On this Ti-topped TiSi2 surface, B, F and Pt bind by about 5 to 6.5 eV per atom at their best known sites. Moving to a poorer site costs anything from 0.2 to 2.5 eV. How strongly, then, should Pt bind directly above a Ti atom, and Zn at each of three starting sites? And in which direction will they shift the work function?

Ansatz 0.2.0, PBEsol with plane-wave PAW, 420 eV cutoff, 8×8×1 k mesh, slabs without spin polarisation. One adsorbate per 1×1 cell on the Ti-topped (010) face of Cmcm TiSi2 is relaxed from the named site, with the slab's lower half fixed. Adsorption energies are relative to the clean slab and a free spin-polarised atom; positive dipoles point outwards.

```
adsorbate  start site  start site atoms  adsorption energy (eV)  work function change (eV)  dipole change (e Å)  shortest contact  shortest contact length (Å)
        B      bridge             Si-Ti                  -4.805                      1.800              -0.1240              B-Si                        1.966
        B      hollow             Si-Si                  -5.329                      1.892              -0.1310              B-Si                        1.957
        B         top                Ti                  -2.795                      1.410              -0.0970              B-Ti                        2.080
        F      bridge             Si-Ti                  -5.875                      2.759              -0.1920              F-Ti                        1.750
        F      hollow             Si-Si                  -5.095                      1.591              -0.1100              F-Ti                        2.192
        F         top                Ti                  -5.875                      2.758              -0.1920              F-Ti                        1.750
       Pt      bridge             Si-Ti                  -6.495                      1.304              -0.0900             Pt-Si                        2.221
       Pt      hollow             Si-Si                  -6.316                      0.880              -0.0610             Pt-Ti                        2.494
       Pt         top                Ti                       ?                          ?                    ?                 ?                            ?
       Zn      bridge             Si-Ti                       ?                          ?                    ?                 ?                            ?
       Zn      hollow             Si-Si                       ?                          ?                    ?                 ?                            ?
       Zn         top                Ti                       ?                          ?                    ?                 ?                            ?
```

The site names say where each atom started, not where it ended. F from the bridge and F from the top have the same energy and the same 1.75 Å contact with Ti, so they are one bound state found twice. F started in the hollow stays in another state, 0.78 eV weaker. The relaxations kept the symmetry of the start, so such a weaker state may be a saddle rather than a resting place.

The elements differ in how many neighbours they can use. F lacks one electron, and a single close Ti atom can supply it. B forms covalent bonds to several neighbours, and above a lone Ti it loses 2.5 eV against the hollow, about half its binding. Pt can bond through both its d and s electrons. Zn has filled 3d and 4s shells. In the solid it bonds largely by mixing in its empty 4p levels, which costs energy and helps to explain why solid Zn is held together weakly. The same filled shells should keep its binding weak here.

This picture gives a simple estimate. An atom above one Ti should resemble a molecule of Ti and that atom, while an atom with several neighbours should bind about as strongly as in its own solid. Let D be the matching energy, a rough recalled value: about 5.8 eV for solid B or Pt, 1.4 eV for solid Zn, and 4.1, 2.0 and 5.9 eV for the molecules Ti–Pt, Ti–B and Ti–F. F has no comparable solid, so the Ti–F bond serves at every site. One factor, fitted to the seven distinct known states, then gives

adsorption energy ≈ −0.98 × D

The typical misfit in these seven states is 0.7 eV, so the estimate should separate strong binders from weak ones but can't choose between similar sites. For Zn in the hollow, which was not in the fit, it gives −0.98 × 1.4 eV ≈ −1.4 eV. The reference is the free atom; binding of more than 6 eV relative to solid Pt would be implausible.

Two forecasts need a judgement. For Pt above Ti the formula gives −4.0 eV, and I make this 0.6 eV stronger, because B above Ti binds more strongly than its molecule suggests and PBEsol tends to overbind. For Zn above Ti I guess half the cohesive energy of the solid, following B. The energy forecasts are:

Pt top: −4.6 ± 0.8 eV
Zn bridge: −1.4 ± 0.7 eV
Zn hollow: −1.4 ± 0.7 eV
Zn top: −0.7 ± 0.6 eV

The top should be the weakest site for both metals, while Zn bridge against Zn hollow stays undecided. The shortest contact of Pt top should be Pt–Ti, and shorter than in Pt hollow. The ranges are judgements based on the known misfits, not statistical confidence intervals.

The work function rises when electrons move outwards, towards the adsorbate. The simplest guess makes the rise proportional to the electronegativity of the adsorbate less that of Ti, with a fitted factor of about 1 eV per unit. It is a poor guide: B is only moderately electronegative, yet raises the work function by 1.4 to 1.9 eV, about three times the estimate. The dipole change offers no second test, because electrostatics ties it to the work function.

For Pt top I add 0.5 eV to the estimate, supposing that an atom standing farther out makes a larger dipole. F supports that idea and B does not. The forecasts are +1.3 ± 0.7 eV for Pt top and +0.2 ± 1.0 eV for each Zn row.

The withheld rows as computed:

```
adsorbate  start site  start site atoms  adsorption energy (eV)  work function change (eV)  dipole change (e Å)  shortest contact  shortest contact length (Å)
       Pt         top                Ti                  -5.176                      1.080              -0.0740             Pt-Ti                        2.222
       Zn      bridge             Si-Ti                  -1.555                      0.357              -0.0240             Zn-Si                        2.439
       Zn      hollow             Si-Si                  -1.432                      0.189              -0.0130             Zn-Ti                        2.658
       Zn         top                Ti                  -0.970                     -0.348               0.0240             Zn-Ti                        2.573
```

All eight values fall within their ranges, but the ranges are wide and the misses are instructive. Zn is indeed a weak binder: the bridge and hollow energies lie within 0.2 eV of the forecast. The top is the weakest site for both Zn and Pt, as forecast. The bridge beats the hollow by 0.12 eV, a preference not to be pressed, since all three Zn runs carry a warning of a rough exchange-correlation potential where the density is thin. Two runs each of B, F and Pt carry the same warning, and so does the clean slab, which enters every adsorption energy. None of the slabs, with or without an adsorbate, was computed with spin polarisation, so a lower magnetic state can't be ruled out for any row. The notes to the data name the F rows in particular for this, but that caution comes from the data makers' tests on other systems, not from these runs.

Pt top came out at −5.2 eV, 0.6 eV stronger than forecast. Without the added shift the miss would have been twice as large. The formula also underestimates Pt at the other two sites, so the fault is not peculiar to the top. A strong Ti–Pt bond alone doesn't explain the miss at the top, because the formula already uses the bond energy of the Ti–Pt molecule. Possible reasons are overbinding by PBEsol, used here with PAW datasets made for PBE, bonding to further surface atoms, and attraction between Pt atoms in the dense layer; these results can't separate them. The runs also leave out spin–orbit coupling, which is expected to stabilise a free Pt atom more than a bound one, so its neglect should make the computed binding somewhat too strong. The shortest contact is Pt–Ti, and it is 0.27 Å shorter than in Pt hollow, both as forecast.

The guess for Zn top was 0.3 eV too weak, partly because Zn keeps a larger share of its binding above Ti than B does. Relative to the best site, B loses about half its binding above Ti, Zn about two fifths and Pt only a fifth. Directional covalent bonds plausibly make B the most sensitive to losing neighbours. A site penalty should therefore not be carried from one element to another as a fixed fraction.

The work function exposes the weaker model. Pt top raises it by 1.1 eV, which lies between the Pt hollow and Pt bridge values, so there is no clear sign of the supposed gain from standing farther out. The miss is about as large with the added shift as without it. For Zn, bridge and hollow give small rises close to the forecast, but the top lowers the work function by 0.35 eV, against a forecast rise of 0.2 eV. A model with one electronegativity per element can't change sign between sites. A weakly bound atom can push the electrons that spill out of the surface back inwards, which would lower the work function; without computed charges this remains a suggestion.

In practice, a matching bond or cohesive energy is good for a first estimate, with an error that can exceed 1 eV. To choose a site, relax from several starts, compare the final energies and contacts, and displace the atom slightly to break the symmetry. Compute the work function for the final site instead of inferring it from electronegativity. These values belong to a dense layer with one adsorbate in every surface cell, so an isolated atom needs a larger cell. The printed analysis below gives both fits and every miss.

The analysis program printed:

```
fit of adsorption_energy on 7 rows (once > 0): coefficient of bond -0.977 +/- 0.05; rms 0.669, worst B -0.862, leave-one-out rms 0.774
  rows outside the fit (model, value, miss): F -5.764, -5.875, 0.111; Pt -4.006, -5.176, 1.17; Zn -1.368, -1.555, 0.187; Zn -1.368, -1.432, 0.0642; Zn -0.6839, -0.97, 0.286
fit of work_function_change on 7 rows (once > 0): coefficient of dchi 1.044 +/- 0.25; rms 0.893, worst B -1.37, leave-one-out rms 1.07
  rows outside the fit (model, value, miss): F 2.611, 2.758, -0.147; Pt 0.8354, 1.08, -0.245; Zn 0.2089, 0.357, -0.148; Zn 0.2089, 0.189, 0.0199; Zn 0.2089, -0.348, 0.557
Forecasts in eV (half ranges for withheld rows only; miss is forecast less computed):
  row  energy forecast  energy half range  energy miss  work function forecast  work function half range  work function miss
    B           -5.667                  0      -0.8617                  0.5221                         0              -1.278
    B           -5.667                  0      -0.3377                  0.5221                         0               -1.37
    B           -1.954                  0        0.841                  0.5221                         0             -0.8879
    F           -5.764                  0       0.1106                   2.611                         0             -0.1483
    F           -5.764                  0      -0.6694                   2.611                         0                1.02
    F           -5.764                  0       0.1106                   2.611                         0             -0.1473
   Pt           -5.667                  0       0.8283                  0.8354                         0             -0.4686
   Pt           -5.667                  0       0.6493                  0.8354                         0            -0.04459
   Pt           -4.606                0.8       0.5703                   1.335                       0.7              0.2554
   Zn           -1.368                0.7       0.1872                  0.2089                         1             -0.1481
   Zn           -1.368                0.7      0.06419                  0.2089                         1             0.01985
   Zn          -0.6839                0.6       0.2861                  0.2089                         1              0.5569
B top less B hollow, adsorption energy in eV: 2.534
F hollow less F bridge, adsorption energy in eV: 0.78
Pt hollow less Pt bridge, adsorption energy in eV: 0.179
Pt top less Pt bridge, adsorption energy in eV: 1.319
Zn bridge less Zn hollow, adsorption energy in eV: -0.123
Zn top less Zn hollow, adsorption energy in eV: 0.462
Pt top less Pt hollow, shortest contact in Å: -0.272
```
